# The stiffness theorem and the sign of the static response

**Student:** The claim is that forcing $\langle A\rangle$ away from its ground-state value by $\delta A$ costs the energy $-\delta A^2/2\chi_{AA}(0)$. A response function describes a system in a field, and that cost refers to a system with no field at all. I don't see why one should fix the other, and I am not sure the minus sign is safe.

**Lecturer:** Then let us fix the premises. Hartree atomic units, zero temperature, fixed particle number.

1. $H$ has a normalised, non-degenerate ground state $|0\rangle$ of energy $E_0$, and the rest of its spectrum lies at least $\Delta>0$ higher. I write $\omega_n=E_n-E_0$, and sums over $n$ include integrals over continua.
2. $A$ is Hermitian and bounded, with $A_0=\langle0|A|0\rangle$.
3. The field $\lambda$ couples linearly and with a plus sign, $H_\lambda=H+\lambda A$, and the static response is defined by $\langle A\rangle_\lambda-A_0=\chi\lambda+O(\lambda^2)$, with $\chi\equiv\chi_{AA}(0)$.

The object of the theorem is the constrained minimum

$$\mathcal E(a)=\inf\{\langle\psi|H|\psi\rangle:\ \langle\psi|\psi\rangle=1,\ \langle\psi|A|\psi\rangle=a\}.\tag{1}$$

**Student:** Boundedness excludes the dipole operator.

**Lecturer:** It does, and hydrogen will show that this is more than pedantry. For now see what it buys. Adding $\lambda A$ moves the spectrum by at most $|\lambda|\,\|A\|$, so for $|\lambda|\,\|A\|<\Delta/2$ the lowest level $E(\lambda)$ stays isolated and simple, and both it and its state $|\psi_\lambda\rangle$ are analytic in $\lambda$. Power series are then legitimate.

## The static response and its sign

**Lecturer:** Write $|\psi_\lambda\rangle\propto|0\rangle+\lambda|1\rangle+\dots$ with $\langle0|1\rangle=0$. The first-order part of the eigenvalue equation is $(H-E_0)|1\rangle=-(A-E_1)|0\rangle$. Projecting on $|0\rangle$ gives $E_1=A_0$. Projecting with $Q=1-|0\rangle\langle0|$ gives

$$|1\rangle=-GA|0\rangle,\qquad G=Q\,(H-E_0)^{-1}Q=\sum_{n\neq0}\frac{|n\rangle\langle n|}{\omega_n}.\tag{2}$$

The norm changes only at order $\lambda^2$, so $\langle A\rangle_\lambda=A_0+2\lambda\,\mathrm{Re}\langle0|A|1\rangle+O(\lambda^2)$ and

$$\chi=-2\langle0|AGA|0\rangle=-2\sum_{n\neq0}\frac{|\langle n|A|0\rangle|^2}{\omega_n}\le0.\tag{3}$$

Every term has a non-negative numerator and a positive denominator.

**Student:** Is that the same as the zero-frequency value of the time-dependent response?

**Lecturer:** Yes. The retarded function in this convention is

$$\chi_{AA}(\omega)=\sum_{n\ne0}|\langle n|A|0\rangle|^2\left[\frac{1}{\omega-\omega_n+i\eta}-\frac{1}{\omega+\omega_n+i\eta}\right].$$

For $|\omega|<\Delta$ the limit $\eta\to0$ is harmless and the bracket equals $-2\omega_n/(\omega_n^2-\omega^2)$, which becomes (3) at $\omega=0$. The same bracket turns positive for $\omega>\omega_n$. Negativity holds below the first excitation and is not a property of all frequencies.

**Student:** A sign read off a perturbation sum feels like an accident of the formalism.

**Lecturer:** There is an argument without any sum. By the variational principle $E(\lambda)=\inf_\psi[\langle H\rangle_\psi+\lambda\langle A\rangle_\psi]$. Each $\psi$ contributes a straight line in $\lambda$, and the lower envelope of straight lines is concave. Next differentiate $E(\lambda)=\langle\psi_\lambda|H_\lambda|\psi_\lambda\rangle$. The terms from the change of the state add up to $E(\lambda)\,\partial_\lambda\langle\psi_\lambda|\psi_\lambda\rangle=0$, which leaves the Hellmann–Feynman relation $E'(\lambda)=\langle A\rangle_\lambda$. Hence $E''(0)=\chi$, concavity makes it non-positive, and integration gives

$$E(\lambda)=E_0+\lambda A_0+\tfrac12\chi\lambda^2+e_3\lambda^3+e_4\lambda^4+\dots\tag{4}$$

The second-order energy in the field is $\chi\lambda^2/2$, never positive. The sign is the variational principle: a ground state that may adjust to a perturbation can only lower its energy relative to the frozen value $E_0+\lambda A_0$.

## The theorem

**Student:** Equation (4) lowers the energy, and the theorem raises it by an amount of the same size. How do I get from one to the other?

**Lecturer:** Use the field as a Lagrange multiplier, in a way that proves a global minimum and not only stationarity. Let $a(\lambda)=\langle A\rangle_\lambda$ and take any normalised $\psi$ with $\langle A\rangle_\psi=a(\lambda)$. Since $\psi_\lambda$ is the ground state of $H_\lambda$,

$$\langle H\rangle_\psi+\lambda a(\lambda)\ge E(\lambda).$$

The state $\psi_\lambda$ obeys the constraint and turns this into an equality. So the infimum in (1) is attained by $\psi_\lambda$, and exactly

$$\mathcal E(a(\lambda))=E(\lambda)-\lambda\,a(\lambda).\tag{5}$$

The cheapest way to displace $\langle A\rangle$ is the way a field coupled to $A$ does it. That is why a response function enters.

Now assume $\chi<0$ strictly. Then $\delta A=a-A_0=\chi\lambda+3e_3\lambda^2+\dots$ can be inverted near zero, $\lambda=\delta A/\chi-3e_3\,\delta A^2/\chi^3+\dots$, so every small $\delta A$ of either sign is reached by some field. Insert (4) in (5). The terms $\lambda A_0$ cancel and leave $\mathcal E-E_0=\tfrac12\chi\lambda^2+e_3\lambda^3-\lambda\,\delta A+\dots$ The quadratic part is stationary at $\lambda=\delta A/\chi$, so the correction to $\lambda$ first matters at order $\delta A^4$, and

$$\mathcal E(A_0+\delta A)=E_0-\frac{\delta A^2}{2\chi_{AA}(0)}+\frac{e_3}{\chi^3}\,\delta A^3+O(\delta A^4).\tag{6}$$

The quadratic term is the stiffness theorem, and $-1/\chi>0$ is the stiffness. If symmetry makes $e_3=0$, the same reasoning gives $e_4\,\delta A^4/\chi^4$ as the first correction.

**Student:** So to second order the internal energy rises by $|\chi|\lambda^2/2$, the coupling $\lambda\,\delta A$ is $-|\chi|\lambda^2$, and the sum is the second-order term of (4).

**Lecturer:** As for a spring under a load.

**Student:** Equation (3) allows $\chi=0$. Then (6) says the cost is infinite, which cannot be.

**Lecturer:** It says that the cost is not quadratic. An inequality valid for every state shows this. Write $|\psi\rangle=c_0|0\rangle+|\phi\rangle$ with $\langle0|\phi\rangle=0$. Because $(H-E_0)|0\rangle=0$, the excess energy is exactly $\epsilon=\langle\phi|H-E_0|\phi\rangle\ge\Delta\|\phi\|^2$. Because $\langle0|A-A_0|0\rangle=0$, the displacement is exactly

$$\delta A=2\,\mathrm{Re}\,[c_0^*\langle0|A|\phi\rangle]+\langle\phi|A-A_0|\phi\rangle .$$

On the range of $Q$ the operator $G$ is positive and inverts $H-E_0$. Split $\langle0|A|\phi\rangle$ into the product of $G^{1/2}A|0\rangle$ and $(H-E_0)^{1/2}|\phi\rangle$, and the Cauchy–Schwarz inequality gives

$$|\langle0|A|\phi\rangle|^2\le\tfrac12|\chi|\,\epsilon.\tag{7}$$

With $|c_0|\le1$ and $M=\|A-A_0\|$,

$$|\delta A|\le\sqrt{2|\chi|\,\epsilon}+\frac{M}{\Delta}\,\epsilon.\tag{8}$$

For $\chi<0$ and small $\epsilon$ the root dominates and (8) returns $\epsilon\ge\delta A^2/2|\chi|$ to leading order, with equality in (7) when $|\phi\rangle\propto GA|0\rangle$, the state (2). By (3), $\chi=0$ happens only if $QA|0\rangle=0$, that is, if $|0\rangle$ is an eigenstate of $A$, as for a conserved quantity. Then (8) reads $\epsilon\ge(\Delta/M)|\delta A|$. The cost is at least linear in $|\delta A|$, and no finite curvature describes it.

## The density

**Student:** The density is a continuum of observables. Does the proof survive?

**Lecturer:** Line by line. Let $H=T+W+\int v_0\,\hat n$, with $W$ the electron interaction, and perturb with a bounded potential $w(\mathbf r)$, so that $A=\int w\,\hat n=\sum_i w(\mathbf r_i)$. Equation (2) gives $\delta n(\mathbf r)=\int\chi(\mathbf r,\mathbf r')\,w(\mathbf r')\,d^3r'$ to first order, with the real symmetric kernel

$$\chi(\mathbf r,\mathbf r')=-2\,\mathrm{Re}\,\langle0|\hat n(\mathbf r)\,G\,\hat n(\mathbf r')|0\rangle .$$

In the shorthand $(f,g)=\int fg\,d^3r$, equation (3) says $(w,\chi w)\le0$ for every $w$.

**Student:** So $\chi(\mathbf r,\mathbf r')$ is negative everywhere.

**Lecturer:** No. It is negative as a quadratic form. A constant $w$ gives $A\propto\hat N$, of which $|0\rangle$ is an eigenstate, so $\int\chi(\mathbf r,\mathbf r')\,d^3r'=0$ and the kernel must take both signs. That also answers whether an inverse exists. A null vector requires $\sum_iw(\mathbf r_i)\Psi_0=c\,\Psi_0$. I add the premise used in the Hohenberg–Kohn proof, that $\Psi_0$ does not vanish on a set of positive measure. Then $\sum_i w(\mathbf r_i)=c$ almost everywhere, which forces $w$ to be constant. So $\chi$ maps potentials modulo a constant one-to-one onto density changes of zero integral that some potential produces, and $\chi^{-1}$ means the inverse on that space.

Define the universal functional by Levy's constrained search, $F[n]=\min_{\Psi\to n}\langle\Psi|T+W|\Psi\rangle$. Let $n=n_0+\delta n$ be the ground-state density of $v_0+w$. Any $\Psi\to n$ has the same potential energy $(v_0+w,n)$, so the argument for (5) gives $F[n]=E[v_0+w]-(v_0+w,n)$. Insert (4) in the form $E[v_0+w]=E_0+(w,n_0)+\tfrac12(w,\chi w)+O(w^3)$, with $E_0=F[n_0]+(v_0,n_0)$:

$$F[n]=F[n_0]-(v_0,\delta n)+\tfrac12(w,\chi w)-(w,\delta n)+O(w^3).$$

With $\delta n=\chi w+O(w^2)$ the last two terms combine to $-\tfrac12(w,\chi w)$, which equals $-\tfrac12(\delta n,\chi^{-1}\delta n)$ to this order:

$$F[n_0+\delta n]=F[n_0]-(v_0,\delta n)-\tfrac12(\delta n,\chi^{-1}\delta n)+\dots\tag{9}$$

Comparing with the Taylor expansion of a functional,

$$\frac{\delta F}{\delta n(\mathbf r)}=-v_0(\mathbf r),\qquad\frac{\delta^2F}{\delta n(\mathbf r)\,\delta n(\mathbf r')}=-\chi^{-1}(\mathbf r,\mathbf r';\omega=0).\tag{10}$$

Since only $\delta n$ of zero integral occur, the first derivative is fixed up to a constant and the second up to terms $g(\mathbf r)+g(\mathbf r')$. The term $(v_0,n)$ is linear in $n$, so the total energy functional has the same second derivative, and it is positive on these variations.

**Student:** Do (6) and (9) agree when $A=\int b\,\hat n$ for some function $b$?

**Lecturer:** Minimise $-\tfrac12(\delta n,\chi^{-1}\delta n)$ subject to $(b,\delta n)=\delta A$. Stationarity gives $\chi^{-1}\delta n=\lambda b$ up to a constant, so $\delta n=\lambda\chi b$, $\delta A=\lambda(b,\chi b)$, and the minimum is $-\delta A^2/2(b,\chi b)$, which is (6) with $\chi_{AA}=(b,\chi b)$. One more consequence matters for TDDFT. Apply (10) also to non-interacting electrons of the same density, under the same premises, so that $\delta^2T_s/\delta n\,\delta n'=-\chi_s^{-1}$. Differentiating $F=T_s+E_H+E_{xc}$ twice gives

$$\chi^{-1}=\chi_s^{-1}-\frac{1}{|\mathbf r-\mathbf r'|}-f_{xc},\qquad f_{xc}=\frac{\delta^2E_{xc}}{\delta n\,\delta n'},$$

the static form of the Dyson equation for the density response.

## Hydrogen

**Lecturer:** Take the non-relativistic atom with a clamped nucleus, $H=-\tfrac12\nabla^2-1/r$, $\psi_0=e^{-r}/\sqrt\pi$, $E_0=-\tfrac12$, $\Delta=\tfrac12-\tfrac18=0.375$. Neither $H$ nor the perturbation acts on spin, so we stay in one spin sector, where the ground state is non-degenerate. A field $\mathcal F$ along $z$ adds $+\mathcal Fz$ for the electron, so $A=z$, $\lambda=\mathcal F$, $A_0=0$. The dipole is $d=-\langle z\rangle=\alpha\mathcal F$, hence $\chi_{zz}(0)=-\alpha$, and (3) is the statement $\alpha>0$.

We need no sum over states. For any $f$, differentiation gives $(H-E_0)(\psi_0f)=\psi_0\,\mathcal Lf$ with $\mathcal L=-\tfrac12\nabla^2+\partial_r$, and

$$\mathcal L\,(r^kP_l)=\left\{-\tfrac12[k(k+1)-l(l+1)]\,r^{k-2}+k\,r^{k-1}\right\}P_l(\cos\theta).$$

Write $\psi=\psi_0(1+\mathcal Ff_1+\mathcal F^2f_2+\dots)$. First order demands $\mathcal Lf_1=-z$. From $\mathcal L(rP_1)=P_1$ and $\mathcal L(r^2P_1)=(2r-2)P_1$,

$$f_1=-z\,(1+r/2).$$

It is odd, so $\psi_0f_1$ is orthogonal to $\psi_0$. With ground-state averages $\langle r^k\rangle=(k+2)!/2^{k+1}$, that is $\langle r\rangle=1.5$, $\langle r^2\rangle=3$, $\langle r^3\rangle=7.5$, and $\langle\cos^2\theta\rangle=\tfrac13$,

$$\chi_{zz}=2\langle zf_1\rangle=-\tfrac23\left(3+\tfrac12\cdot7.5\right)=-4.5 .$$

So $\alpha=4.5$ a.u., $e_2=\chi/2=-2.25$, and the theorem reads $\mathcal E(d)=E_0+d^2/9$.

**Student:** I can beat that. Put a small weight $p$ of the electron into a broad, slow wave packet at distance $D$ on the negative $z$ axis. It costs about $p$ times the ionisation energy, $p/2$, and gives $d\approx pD$. The cost is $d/2D$, and it vanishes as $D$ grows. For $d=0.018$ and $D=1000$ bohr I need $p=1.8\times10^{-5}$ and pay $9\times10^{-6}$ hartree, while $d^2/9=3.6\times10^{-5}$.

**Lecturer:** The construction is correct. It wins once $d/2D<d^2/9$, beyond $D=250$ bohr for that dipole, and with the bare $z$ the infimum (1) equals $E_0$ for every $d$. It exploits the last term of (8), where $M$ is now infinite. Equivalently, $H+\mathcal Fz$ is unbounded below, the field-dressed 1s level is a resonance, and (5) has no ground state to lean on. The repair is physical, since real fields have finite extent. Use $A_L=z$ for $r<L$ and $A_L=L\cos\theta$ for $r>L$. Then $\|A_L\|=L$, all premises hold, and for $L=20$ bohr the condition $|\mathcal F|L<\Delta/2$ guarantees the theorem up to $\mathcal F=0.0094$ a.u.

**Student:** But then $\chi$ is no longer $-4.5$.

**Lecturer:** Put $A_L=z+B$ with $B=-(r-L)\cos\theta$ outside $L$, and use $Gz\psi_0=-f_1\psi_0$ in (3). The term linear in $B$ is

$$4\langle Bf_1\rangle=\tfrac{16}{3}\int_L^\infty(r-L)\,r^3\,(1+r/2)\,e^{-2r}\,dr=6\times10^{-13}\quad(L=20),$$

and the quadratic one is at most $2\langle B^2\rangle/\Delta$ in size, which is below $4\times10^{-15}$. The value $-4.5$ stands. For the bare $z$ the theorem describes the branch of states connected to the atom, and for the cut-off operator the true minimum.

**Student:** Can I see (10) itself at work?

**Lecturer:** For one electron $W=0$ and the search is explicit. Any $\psi\to n$ is $\sqrt n\,e^{i\vartheta}$, the phase adds $\tfrac12\int n|\nabla\vartheta|^2\ge0$, so $F[n]=\tfrac12\int|\nabla\sqrt n|^2$, the von Weizsäcker functional. Set $n=n_0(1+u)$ with $\int n_0u=0$ and $s=\sqrt{1+u}$. Since $\mathcal Ls=-\nabla\!\cdot(n_0\nabla s)/2n_0$, integration by parts gives the excess energy $\langle s\mathcal Ls\rangle=\tfrac12\langle|\nabla s|^2\rangle=\tfrac18\langle|\nabla u|^2/(1+u)\rangle$. Its quadratic part, compared with (9), gives

$$-\tfrac12(\delta n,\chi^{-1}\delta n)=\tfrac18\int n_0|\nabla u|^2d^3r,\qquad\chi^{-1}\delta n=\frac{\nabla\!\cdot(n_0\nabla u)}{4n_0},\qquad u=\frac{\delta n}{n_0}.\tag{11}$$

The form is visibly positive. Test it on the induced density, $u=2\mathcal Ff_1$. The second relation gives $-\tfrac12\mathcal Lu=-\mathcal F\mathcal Lf_1=\mathcal Fz$, the applied potential. For the first, $|\nabla f_1|^2=(1+r)^2\cos^2\theta+(1+r/2)^2\sin^2\theta$, whose average is $\tfrac13\cdot7+\tfrac23\cdot3.25=4.5$. The cost is $\tfrac12\mathcal F^2\cdot4.5=2.25\,\mathcal F^2$, which is $d^2/9$ at $d=4.5\,\mathcal F$. Here $\chi=\chi_s$, so $f_{xc}=-1/|\mathbf r-\mathbf r'|$ on these variations and cancels the Hartree kernel. Equation (11) also shows that $\chi^{-1}$ is a differential operator that divides by $n_0$, so it is unbounded and acts only on $\delta n$ that are smooth and decay with $n_0$.

**Student:** And if I distort the density in a less clever way?

**Lecturer:** You pay more. Take $\phi=z\psi_0$ in (7). Then $\langle0|z|\phi\rangle=\langle z^2\rangle=1$ and $\epsilon=\tfrac12\langle|\nabla z|^2\rangle=\tfrac12$, so $\alpha\ge4$. A distortion of that shape, which for 1s differs from a rigid shift, costs $d^2/8$ in place of $d^2/9$. Any restricted search overestimates the stiffness and underestimates the polarisability.

## Range of validity

**Student:** How small must $d$ be?

**Lecturer:** Parity gives $e_3=0$, so we need $e_4$. Second order demands $\mathcal Lf_2=-zf_1+e_2$. With $\cos^2\theta=\tfrac13+\tfrac23P_2$, matching powers of $r$ gives

$$f_2=\tfrac34r^2+\tfrac14r^3+\tfrac1{24}r^4+\left(\tfrac58r^2+\tfrac5{12}r^3+\tfrac1{12}r^4\right)P_2 .$$

The next orders are $\mathcal Lf_3=-zf_2+e_2f_1$ and $\mathcal Lf_4=-zf_3+e_2f_2+e_4$. The operator $\mathcal L$ is symmetric with weight $n_0$ and $\langle\mathcal Lf\rangle=0$. Averaging the last equation gives $e_4=\langle zf_3\rangle-e_2\langle f_2\rangle$, and $\langle zf_3\rangle=-\langle f_1\mathcal Lf_3\rangle=\langle zf_1f_2\rangle-e_2\langle f_1^2\rangle$. The averages are $\langle zf_1f_2\rangle=-79.03125$, $\langle f_1^2\rangle=5.375$, $\langle f_2\rangle=5.0625$, so $e_4=-3555/64=-55.55$ and

$$\mathcal E(d)-E_0=\frac{d^2}{2\alpha}+\frac{e_4\,d^4}{\alpha^4}+O(d^6).$$

The relative correction is $2e_4d^2/\alpha^3$. Now collect the conditions.

- The theorem is of second order in $\delta A$, with corrections set by $e_3$ and $e_4$.
- The state must be the ground state, since $\omega_n>0$ fixes the sign, and non-degenerate. If $A$ has different averages within a degenerate ground level, $\langle A\rangle$ moves over a finite range at no cost.
- $\chi<0$ strictly. For an eigenstate of $A$ the cost is at least linear.
- $H+\lambda A$ must keep a ground state. Unbounded operators need a cut-off or the local reading.
- The coupling must be linear in $\lambda$. A term $\lambda^2C$ in the Hamiltonian, like the diamagnetic one for a vector potential, adds $2\langle C\rangle$ to $E''(0)$, and the total may have either sign.
- Only diagonal responses and quadratic forms have a sign, not $\chi_{AB}$ with $A\neq B$.
- Equation (10) holds at fixed $N$, along density changes that a potential can produce.
- In a metal the gap closes with growing size. One applies the theorem to a finite system and takes the limit afterwards, which means $\omega\to0$ before the wave vector $q\to0$, provided (3) per volume stays finite. Where $\chi$ diverges, as at a continuous phase transition, the stiffness vanishes.

**Student:** Then give me the numbers for a case inside that range.

**Lecturer:** Take $\mathcal F=0.004$ a.u., which is 2.06 V/nm. With $L=20$ bohr, $\mathcal FL=0.08$ is below $\Delta/2=0.1875$. The induced dipole is $d=0.018\ ea_0$, the one you used.

| quantity | expression | hartree |
|---|---|---|
| constrained cost | $d^2/2\alpha$ | $3.6\times10^{-5}$ |
| coupling to the field | $-\mathcal Fd$ | $-7.2\times10^{-5}$ |
| second-order energy | $\chi\mathcal F^2/2$ | $-3.6\times10^{-5}$ |
| cost with the shape $z\psi_0$ | $d^2/8$ | $4.05\times10^{-5}$ |
| quartic term | $e_4d^4/\alpha^4$ | $-1.4\times10^{-8}$ |

The quartic term is $-4\times10^{-4}$ of the cost. Nuclear motion matters more. With the reduced mass $\mu$, lengths scale as $1/\mu$ and energies as $\mu$, so $\alpha$, a squared length over an energy, scales as $\mu^{-3}$ and becomes $4.5\,(1+m_e/m_p)^3=4.507$ a.u., which lowers the cost at fixed $d$ by 0.16 per cent. Neither correction touches the second figure. In the clamped-nucleus model, holding a hydrogen atom at a dipole of $0.018\ ea_0$ costs $3.6\times10^{-5}$ hartree, or 0.98 meV, and the field that holds it there returns twice that amount.